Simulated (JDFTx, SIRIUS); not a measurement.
C: programs and potentials compared

```
C
1.0
     0.00000    1.78337    1.78337
     1.78337    0.00000    1.78337
     1.78337    1.78337    0.00000
C
2
Direct
  0.75000 0.75000 0.75000
  0.50000 0.50000 0.50000
```

Alike in all runs: task single point; functional PBEsol; k mesh 13 × 13 × 13; occupations fermi-dirac, width 0.05 eV; no spin polarisation; no spin-orbit coupling. Pressure is positive in compression and, in plane waves, holds the error of the finite cutoff.

```json
{"program and potentials": "JDFTx, PseudoDojo-SR-PBEsol-0.4.1-standard with smoothed tails", "plane-wave cutoff (eV)": "1116", "notes": "-", "pressure (GPa)": "-3.24"}
{"program and potentials": "SIRIUS, PseudoDojo 0.4.1 PBE standard (scalar relativistic)", "plane-wave cutoff (eV)": "1127", "notes": "potentials made for PBE", "pressure (GPa)": "-3.80"}
{"program and potentials": "JDFTx, PseudoDojo-SR-PBEsol-0.4.1-standard", "plane-wave cutoff (eV)": "1116", "notes": "-", "pressure (GPa)": "-3.34"}
{"program and potentials": "JDFTx, SG15-PBE-1.2 with smoothed tails", "plane-wave cutoff (eV)": "1361", "notes": "potentials made for PBE", "pressure (GPa)": "-2.86"}
```

The pressure spans -3.80 (SIRIUS, PseudoDojo 0.4.1 PBE standard (scalar relativistic)) to -2.86 GPa (JDFTx, SG15-PBE-1.2 with smoothed tails).

The functional is the same throughout but for its coding, so the spread measures potentials, basis and numerics; runs on potential files found faulty are left out.

All the runs put diamond under tension at this volume, so the cell is slightly larger than the PBEsol equilibrium would be and would contract on relaxation. The size of the pressure reflects the stiffness of the lattice: short, strongly directional sp3 bonds give diamond a very high bulk modulus, so even a slight stretch costs several gigapascals. For the same reason, the spread between runs corresponds to only a very small difference in equilibrium lattice constant.

Smoothing the tails of the PBEsol PseudoDojo potential shifts the pressure only from -3.34 to -3.24 GPa, much less than the full spread. The potentials made for PBE give both extremes, -3.80 and -2.86 GPa, on either side of the PBEsol-generated ones. A mismatch between the functional of the potential and that of the calculation therefore doesn't produce a shift of uniform sign here; core construction and residual basis error probably matter as well. Without an all-electron pressure at the same volume, the agreement between the PBEsol potentials shows consistency, not accuracy.
